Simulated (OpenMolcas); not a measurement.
**How basis sets differ on CH3BFN (SMILES [H]/N=C(\B)F)**

CH3BFN: 7 atoms, total charge 0, spin state singlet. SMILES: `[H]/N=C(\B)F`. The coordinates come from a PBE0-D4/def2-TZVP relaxation.

Each level gives the HOMO–LUMO gap (eV). The values are calculated.

| level | kind | program | value (eV) |
| --- | --- | --- | --- |
| HF/STO-3G | Hartree–Fock | OpenMolcas | 14.21 |
| HF/3-21G | Hartree–Fock | OpenMolcas | 12.91 |
| HF/6-31G* (spherical functions) | Hartree–Fock | OpenMolcas | 13.31 |
| HF/def2-SVP | Hartree–Fock | OpenMolcas | 13.13 |

The values span 12.91 to 14.21 eV. A Hartree–Fock LUMO above zero doesn't converge with the basis: it sinks as sets grow more diffuse. Orbital gaps aren't excitation energies.

The minimal basis stands apart: STO-3G gives the widest gap, 14.21 eV, while the three split-valence sets lie close together. The gap doesn't fall steadily with basis size, however, since 3-21G gives a smaller value than both of the larger, polarized sets.

The LUMO is probably a π-type orbital combining the formally empty boron p orbital with C=N π* character. With a single fixed radial function per valence orbital, STO-3G can't adapt to the different extents of occupied and virtual orbitals. It typically places both too high, but the virtuals more so, which widens the gap. Splitting the valence shell relieves much of this constraint. The smaller differences among the other sets probably reflect both their valence exponents and contractions and the presence of polarization functions, so the rise from 3-21G to 6-31G* can't be assigned to polarization alone. Nor do the gaps by themselves show how much of each shift comes from the HOMO and how much from the LUMO.
